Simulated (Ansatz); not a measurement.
# HfH2: pressure against volume per atom

All results are calculated (Ansatz 0.2.0). Periodic Kohn-Sham DFT of a crystal at fixed atoms; pressure and stress are positive in compression; the energy is the free energy less that of spherical unpolarised free atoms; site moments are those in the method's own spheres, positive along +z.

Cell of the first row (space group I4/mmm, No. 139):
```
cell vectors (Å)
  -1.6957     1.6957     2.1014
   1.6957    -1.6957     2.1014
   1.6957     1.6957    -2.1014
atoms (fractions of the cell vectors)
Hf  0.00000  0.00000  0.00000
H   0.25000  0.75000  0.50000
H   0.75000  0.25000  0.50000
```

Settings of every row: method frozen-core PAW; functional LDA; relativity scalar; k mesh 15x15x15; filling fermi-dirac; smearing width 0.03 eV; wave cutoff 420 eV; paw set soft_2.

Atom start moment: 0 on all atoms.

Limits: PAW files made with PBE; no spin-orbit coupling on heavy atoms; the cell comes from a prototype or a list of computed structures and needn't be the stable phase.

```csv
row,volume per atom (Å³),pressure (GPa)
1,8.056,5.105
2,8.309,-0.252
3,8.566,-4.938
4,8.823,?
5,9.08,-12.428
```

Question: what pressure should row 4 give?

Worked fit of pressure. Take u = (V_r/V)^(2/3) − 1 with V_r = 8.4375 Å³ an atom, which is twice the finite (Eulerian) strain; such expansions in the strain, on which the Birch-Murnaghan equation of state is built, carry the rest volume and the bulk modulus. The shown rows have u = 0.03133, 0.01028, -0.01003, -0.04775. Least squares give pressure = −2.6813 + 230.903 × u + 561.17 × u² GPa; a straight line predicts inner rows, each left out in turn, worse (root mean square 0.55 against 0.0074 GPa). The rows lie off it by 0.001, -0.004, 0.003, -0.001. The pressure vanishes at u = 0.0113, or V = 8.296 Å³ an atom, and there the bulk modulus at fixed shape and fractions is B = −V dP/dV = (2/3)(1 + u) dP/du = 164 GPa. Letting shape and atoms relax would as a rule lower it, by much in layered, chain or molecular crystals. The withheld row has u = -0.02934, so the fit gives −2.6813 + 230.903 × (-0.02934) + 561.17 × (-0.02934)² = -8.973 GPa.

The calculation gave -8.967 GPa. The fit lies 0.006 GPa (0.034 % of the column's range) below it; its largest miss of a shown row is 0.004 GPa.
